The first row looks wrong. The electron's anomalous moment multiplies a spin–orbit splitting by $1+\alpha/\pi$, so the 4f interval of 6251.3 cm⁻¹ should carry a QED share of $0.002323\times6251=14.5$ cm⁻¹, and the Dirac CI calculation gives 30.8. The cause is small but shows what these shares are, and it belongs to a set of hand rules.

The sizes to remember for this ion are these: Breit shares between configurations are about $10^3$ cm⁻¹, and QED shares are about $10^3$ for an s electron, $10^2$ for 5p and 5d, and a few tens where 4f stays occupied. Together they make −7.4% of the 4f 7/2 excitation, +4.7% of 5s, and 1.0% or less in the other rows.

Levels of Sm15+ (Z = 62, closed core [Ar] 3d10 4s2) from radial Dirac CI 1: CI on Dirac orbitals in exchange-only KLI potentials, optimised for each configuration, with unscaled Slater integrals and no correlation estimate. Excitations, and the first-order shares of the zero-frequency Breit and radiative-potential QED terms in them, are relative to 4p6 4d10 4f 2Fo J = 5/2.

| level configuration | level term | J | level excitation (cm⁻¹) | level breit share (cm⁻¹) | level qed share (cm⁻¹) |
| --- | --- | --- | --- | --- | --- |
| 4p6 4d10 4f | 2Fo | 7/2 | 6251.3 | -492.5 | 30.8 |
| 4p6 4d10 5s | 2S | 1/2 | 65977 | 1813.7 | 1285.8 |
| 4p6 4d10 5p | 2Po | 1/2 | 268160 | 2528.1 | 164.5 |
| 4p6 4d10 5p | 2Po | 3/2 | 332040 | 1740.0 | 257.9 |
| 4p6 4d10 5d | 2D | 3/2 | 670190 | 1138.9 | 108.5 |
| 4p6 4d10 5d | 2D | 5/2 | 682080 | 841.3 | 141.5 |
| 4p6 4d9 4f2 | 4F | 3/2 | 1022600 | -1251.7 | 19.1 |
| 4p6 4d9 4f2 | 4F | 5/2 | 1024900 | -1314.4 | 24.2 |
| 4p6 4d9 4f2 | 4F | 7/2 | 1028900 | -1565.0 | 38.7 |
| 4p6 4d9 4f2 | 4F | 9/2 | 1035300 | -2000.9 | 58.1 |
| 4p6 4d10 6s | 2S | 1/2 | 1045900 | 1108.7 | 672.0 |
| 4p6 4d9 4f2 | 4D | 7/2 | 1046500 | -1385.7 | 21.2 |

A share is the first-order contribution of a term to the level's energy minus its contribution to the lowest level, 4f $J=5/2$. Terms read $^{2S+1}L$, with o for odd parity. Orbitals are optimised per configuration, so a share between configurations includes the response of the core and is not a property of the outer electron alone.

## The 4f doublet

The factor $\alpha/\pi$ multiplies the splitting made by whichever field the moment feels. In one limit this is the screened field, which gives 14.5. In the other it is the bare nucleus, with splitting $\tfrac72\cdot\tfrac{\alpha^2}{2}Z\langle r^{-3}\rangle$ in atomic units. The calculation has $\langle r^{-3}\rangle=10.516$ bohr⁻³, so the bare splitting is 13335 cm⁻¹ and the share is $0.002323\times13335=31.0$, with nothing fitted. For the 5f doublet, higher in the same run, scaling by the 5f/4f hyperfine ratio gives 9.4 (ratio 0.304, $J=5/2$) or 10.2 (ratio 0.331, $J=7/2$) against 10.1. For 5d, with the rough spin–orbit charge 51 used below, the screened 27.6 becomes $27.6\times62/51=33.6$ against 33.0. A radiative potential is built on the nuclear field, so this agreement probably describes the model and the factor two may be an artefact. Core response is not the cause, since both levels are built on the same orbital set. About 16 cm⁻¹ is at stake. For 5p the doublet share is only 0.63 of $\alpha/\pi$ times the splitting, which theory ascribes to the s-like small component of $p_{1/2}$ raising the lower level.

The Breit share of this row is sixteen times larger and negative, and Breit narrows the 5p, 5d and 5f doublets too. The magnetic interaction between electrons (spin–other-orbit) opposes the nuclear spin–orbit coupling like extra screening $\Delta Z$, so that a splitting $S$ changes by $-S\,\Delta Z/Z_{so}$, where $Z_{so}$ is the charge effective in spin–orbit coupling. A p electron gathers its coupling close to the nucleus, inside most electrons, so $Z_{so}\to Z$ and $\Delta Z$ is small; an f electron gathers it among the core shells. The numbers follow: −1.2% for 5p, −2.5% for 5d, −7.9% for 4f.

With rough recalled charges of 58 (p) and 51 (d), and $62\times6251/13335=29.1$ for 4f, $\Delta Z$ is 0.72, 1.28 and 2.29. A least-squares line through the origin gives $\Delta Z=0.724\,l$; the linear form is empirical. For 4f the share is $-3\times0.724\times13335/62=-467$ against −492.5, in a row that dominates the fit. The fitted 5d doublet comes out 13% too large, and the unfitted 5f doublet 8% or 17% too large, depending on which hyperfine ratio sets its $\langle r^{-3}\rangle$.

## QED between configurations

A one-electron ion has the s shift $(\alpha/\pi)(Z\alpha)^4mc^2F/n^3$, which is proportional to the density at the nucleus, $Z^3/n^3$. A valence electron spends most of its time outside the core, in the field of $z=16$, and dives in to see $Z=62$; the Fermi–Segrè result replaces $Z^3/n^3$ by $Zz^2/\nu^3$. The effective quantum number $\nu$ follows from binding energy $=z^2\,\mathrm{Ry}/\nu^2$. For 4f → $nl$,

$$Q=c+F\,\frac{K}{\nu^3}\,\delta_{l0},\qquad K=\frac{\alpha}{\pi}(Z\alpha)^2(z\alpha)^2mc^2=26715\ \text{cm}^{-1}.$$

The constant $c$ stands for the price of removing 4f; as fitted it is an average over outer electrons that each screen the core to a different degree, not the limit of a distant electron. Theory argues its sign: without 4f the closed s shells, taken together, are less screened, contract, and their own shift rises. About 18 cm⁻¹ of it is the lowering of the reference level below its doublet centroid, 4/7 of 31.0. Least squares on the six 5s, 5p, 5d and 6s rows gives $c=168$ cm⁻¹ and $F=1.68$.

For 5s, the calculated ionisation energy 304.83 eV minus the excitation 8.18 eV leaves 296.65 eV. Then $\nu=16\sqrt{13.606/296.65}=3.427$, $\nu^3=40.2$, $K/\nu^3=664$, and $Q=168+1.68\times664=1284$ against 1285.8. The row was fitted. The two s rows alone give an offset of 162, close to the plain mean of the p and d rows, but the $J$-weighted centroids are 227 (5p), 128 (5d) and 142 (5f), so the match fixes the size of $c$ and is partly chance. The raw 6s/5s ratio is 0.523; after subtracting $c$ it is 0.451, beside 0.454 from $\nu^{-3}$ and 0.446 from the hyperfine factors, which probe the same density. Extrapolations with hyperfine ratios give 179 (s) and 195 (f), so $c$ is uncertain by some tens of cm⁻¹. A hydrogen-like $F$ of roughly 2 is recalled for this $Z$, but the model is scaled to hydrogen-like data, so this is no test.

For p and d the flat $c$ misses by up to 90 cm⁻¹ (5p 3/2) or 55% of the table value (5d 3/2). Adding the $\alpha/\pi$ doublet term does not help: the rms error over the six rows is 47 against 45.

## Breit between configurations

The Breit term is of order $\alpha^2$ and largest where electrons are fast, so the same penetration argument suggests $B=B_0+k\,\alpha^2Zz^2/\nu^3$, with $\alpha^2Zz^2=185501$ cm⁻¹ and the doublet rule added about the centroid. Solving on the two s rows gives $B_0=523$ cm⁻¹ and $k=0.280$; 5s then returns $523+0.280\times185501/40.2\approx1815$ by construction. The two constants trade against each other and mean nothing separately.

On other $l$ the rule gives sign and order only. Both 5p levels come out about 380 cm⁻¹ low and both 5d levels about 400 high (45% of the table value for 5d 5/2), so the doublets are sound and the centroids are not: at fixed $B_0$, p needs a larger $k$ than s, against the penetration argument, and d a smaller one. The rms error on these four rows is 388 cm⁻¹, against 646 for the six-row mean, a rival that carries no doublet term and so flatters the rule. For the 5f centroid the rule gives 1097 against 361 and should be dropped. The largest share, at 5p 1/2, is a 5p centroid of 2003, already above 5s, plus the doublet term; why p exceeds s is not shown here. That core contraction makes the offset positive is a guess, since the shares are not split into direct and relaxation parts.

## The 4d⁹4f² levels

Moving a 4d electron into 4f, instead of taking the 4f electron out, reverses the Breit sign, and QED nearly cancels, plausibly because 4d and 4f screen the s shells alike. The means of the five rows, −1504 and +32 cm⁻¹, hold to 25% for Breit and to 26 cm⁻¹ for QED. Sixteen higher levels of the run span −1341 to −2501, with rms error 385. Within ⁴F both shares grow in size with $J$ (Breit more negative, QED more positive) and lie close to a fitted line of slope −19.4, near the 4f doublet ratio −16.0, which suggests common spin–orbit content; on the sixteen other levels that line misses by 284. Landé arithmetic is no guide: interval over the upper $J$, from the unrounded excitations of the run, goes 899, 1149, 1421 cm⁻¹, the ⁴F purities are 81–97%, and "⁴D 7/2" is 47% pure, a nominal label.

## What to do

Over all twelve rows, fitted ones included, the rms errors against the table are 33 cm⁻¹ for QED and 284 for Breit. The s-electron QED rule and the doublet rule for Breit deserve use; the others bound a size. In a neighbouring ion the s term should scale as $Z^2z^2/\nu^3$, and higher $n$s shares sink towards an offset of roughly the size of $c$, but $c$, $B_0$ and the 4f² constants belong to this ion, to first order and to the zero-frequency Breit term.

The $\nu^{-3}$ factor is sturdier than the energies the shares correct; $c$ and $B_0$ rest on the per-configuration orbitals and are not tested this way. The ionisation energy lies 13451 cm⁻¹ below the tabulated 306.5 eV, more than five times the largest share, yet using the tabulated value changes $\nu^{-3}$ by only 0.8% for 5s and 1.4% for 6s. With exchange-only orbitals, neglected overlaps between the orbital sets of configurations, a truncated configuration list and no correlation estimate, levels differing in f count can be misplaced by several ten thousand cm⁻¹. The 5s excitation is uncertain to that extent, and the place of 6s among the 4d⁹4f² rows, 600 cm⁻¹ from ⁴D 7/2, is unresolved. Breit and QED are worth estimating first inside doublets; between configurations, correlation comes before them.
